**Q:** Squeezing this crystal by 2 % costs about twice the energy of stretching it by 1.5 %. Is it really that much harder to compress?

AlO2 (Cmcm, 6 atoms a cell, 9.50 Å³ an atom), strained equally along conventional a and b with c and fractional coordinates fixed. Ansatz 0.2.0, plane-wave PAW, scalar-relativistic PBE+D3(BJ), collinear spin, cutoff 420 eV, k mesh 16×16×14, Gaussian smearing 0.15 eV. Free energies are relative to the unstrained cell; tensile stress sums a and b; pressure is positive in compression.

```csv
strain,energy change (meV/atom),tensile stress along pattern (GPa),pressure (GPa),total moment (Bohr magneton a cell)
-0.02,10.8,-19.30,7.92,1.8150
-0.01,2.6,-9.03,3.73,1.8290
0,0.0,0.09,-0.03,1.8440
0.005,0.7,4.26,-1.76,1.8510
0.015,5.5,11.87,-4.97,1.8670
```

**A:** Mostly you are comparing strains of different size. Near its rest shape a crystal behaves like a spring, and the energy of a spring grows as the square of the strain. The step from 1.5 to 2 % alone therefore gives a ratio of 1.78, while the calculation gives 1.95. Only the surplus, about a tenth, tells you that compression is harder than tension.

**Q:** Where does that tenth come from?

**A:** From a spring that stiffens as it is squeezed. The slope of the stress against strain is 1027 GPa between the two compressed points and falls at every step, to 761 GPa between the two stretched ones. A small part of this is geometry, because stress is force per area of the strained cell, not of the original one. Referred to the undisturbed volume, the slope still falls by 22 % instead of 26 %.

The rest lies in the energy itself, and a likely cause is the shape of a bond's energy curve. When ions approach, their electron clouds overlap and the repulsion rises very steeply, whereas the attraction changes more gently. The curve is therefore more strongly bent on the short side than on the long side. The same reasoning leads you to expect stiffening under compression in most oxides near their rest shape.

**Q:** So may I enter the slope at zero strain, about 860 GPa, as the elastic constant?

**A:** Not as a single constant. The strain s acts along a and b together, and the column "tensile stress along pattern" adds the two stresses. With elastic constants C (1 for a, 2 for b), the stress along a is (C11 + C12)s and that along b is (C12 + C22)s. The slope of their sum is C11 + C22 + 2C12, so the average stress per unit strain along one axis is half of 860, or 430 GPa. That is still a mixture of constants, not C11 or C22 alone. The two axes are not alike either: at strain −0.02 the stress along a is a third larger than along b.

**Q:** The c axis was never strained. Does it play any part?

**A:** It does, because it is held. A crystal squeezed in two directions usually tries to expand in the third, and here it is not allowed to. The pressure is the mean of the three compressive stresses, so three times the pressure plus the tensile stress leaves the part along c. At strain −0.02 that is 3 × 7.92 − 19.30 ≈ 4.5 GPa, nearly half the average in-plane stress.

If c could adjust, this stress would vanish and the in-plane resistance would drop. That is the situation of a thin film with c pointing out of the surface, which is gripped by its substrate but free on top. The size of the drop depends on C33, the stiffness along c, and this scan never strains c.

**Q:** And the atoms inside the cell? Were they free to move?

**A:** No, they were carried along with the cell, and they resist it. The largest force on an atom is 0.02 eV/Å in the undisturbed cell but 0.59 eV/Å at strain −0.02. The forces point along b, so the atoms would shift that way if released. Such shifts would lower the energy of the strained cells and hardly touch the unstrained one, so the true response is softer than 860 GPa. How much softer would take a scan with relaxed atoms.

The shortest interatomic distance shows how unevenly a strain along a and b, with c held, loads the bonds. Under tension it stays near 1.86 Å, as it would for a bond running mainly along c. Under compression a different contact becomes the shortest, and it shrinks in full proportion to the strain, as a bond lying in the strained plane must. Atoms released to shift along b could ease the bonds in that plane, but would be expected to change a bond running mainly along c very little.

**Q:** Which digits can I trust if I want to work out a stiffness myself?

**A:** Use the stresses, and beware of the energy at strain 0.005. Energy shrinks as the square of the strain and soon runs out of printed digits, while stress shrinks only in proportion. You can check that energy from the stress, since energy is the work done in straining the cell.

Stretching both edges by a small step ds does work V(1 + s)σ ds, where V is the undisturbed volume and σ the summed stress. Up to strain 0.005 the factor (1 + s) hardly matters. The mean stress is (0.09 + 4.26)/2 ≈ 2.18 GPa; times 0.005 and times 9.50 Å³ an atom, this is 0.103 GPa·Å³. Converted from GPa·Å³ to meV, the work is about 0.65 meV an atom.

The same run, read with more digits, also gives 0.65, so the printed 0.7 is about 8 % too high, and a stiffness drawn from it would be too high by as much. Done for the four strained points with no adjustable constant, the estimate agrees with the fuller energies within 2 %, as the output after this text shows. That agreement means that energies and stresses belong together. It is no test of the density functional, which supplies both.

**Q:** Why is an aluminium oxide magnetic at all, and does that affect the stiffness?

**A:** This one is short of electrons. Two Al³⁺ ions supply six electrons, but four oxygen atoms need eight to become O²⁻, which leaves two holes in the oxygen states of each cell. Holes alone do not make a magnet, but exchange between electrons favours parallel spins, and in narrow bands that gain can outweigh the cost of aligning them. If both holes had parallel spins, the moment would be 2 Bohr magnetons. The calculation gives 1.815 to 1.867, somewhat less, as can happen in a metal where both spin directions keep some holes. The smearing of 0.15 eV, which blurs the edge between filled and empty states, may add to the shortfall.

The moment grows steadily from compression to tension. A plausible reason is that stretching weakens the overlap between neighbouring atoms and narrows the bands, which makes it cheaper to align spins; the band widths that would test this are not at hand.

The stiffness belongs to this particular electronic state, and the state is the least certain part of the calculation. The runs started with parallel oxygen moments, and PBE tends to spread oxygen holes over too many atoms. The cell was also relaxed with its symmetry kept, which can hide distortions that lower the energy. A state with antiparallel moments, with holes trapped on single oxygen atoms, or with oxygen atoms paired as in a peroxide might lie lower and might not be a metal. Whether such a state exists here, and whether it would be stiffer or softer, is the question these five points leave open.

Printed output of the fit:

```
Energy and stress slope:
    row  fuller energy meV/atom  work from stress meV/atom  stress slope from row above GPa  same per undisturbed volume GPa
  -0.02                    10.8                      10.88                              n/a                              n/a
  -0.01                   2.583                      2.624                             1027                            997.4
    0.0                       0                          0                              912                              903
  0.005                  0.6461                     0.6481                              834                            838.3
  0.015                    5.53                       5.49                              761                            776.7
Stresses with compression positive and forces:
    row  along a GPa  along b GPa  along c GPa  largest force eV/A
  -0.02        11.03        8.266         4.46              0.5934
  -0.01        5.149        3.884         2.16              0.2944
    0.0     -0.07042     -0.02161            0              0.0226
  0.005       -2.451       -1.809        -1.02              0.1039
  0.015        -6.79       -5.079        -3.04              0.3388
Energy ratio of strain -0.02 to strain 0.015: 1.953
Ratio expected from strain squared alone: 1.778
Excess of the energy ratio over strain squared in percent: 9.834
C11+C22+2C12 at zero strain with clamped ions in GPa: 860
Fall of stress slope from first to last interval in percent: 25.9
Same fall per undisturbed volume in percent: 22.13
Stress along a over stress along b at -0.02: 1.335
Stress along c over mean in-plane stress at -0.02: 0.4622
Stress along c over mean in-plane stress at 0.015: 0.5122
Shortest distance at -0.02 scaled back to zero strain in A: 1.874
Shortest distance at -0.01 scaled back to zero strain in A: 1.874
Change of shortest distance from 0 to 0.015 in A: 0.001
Change expected there for a bond wholly in the strained plane in A: 0.0279
Moment missing from 2 Bohr magnetons at -0.02: 0.185
Moment missing from 2 Bohr magnetons at 0.015: 0.133
Printed less fuller energy at 0.005 in meV/atom: 0.05388
Largest effect of the smearing correction in meV/atom: 0.06383
```
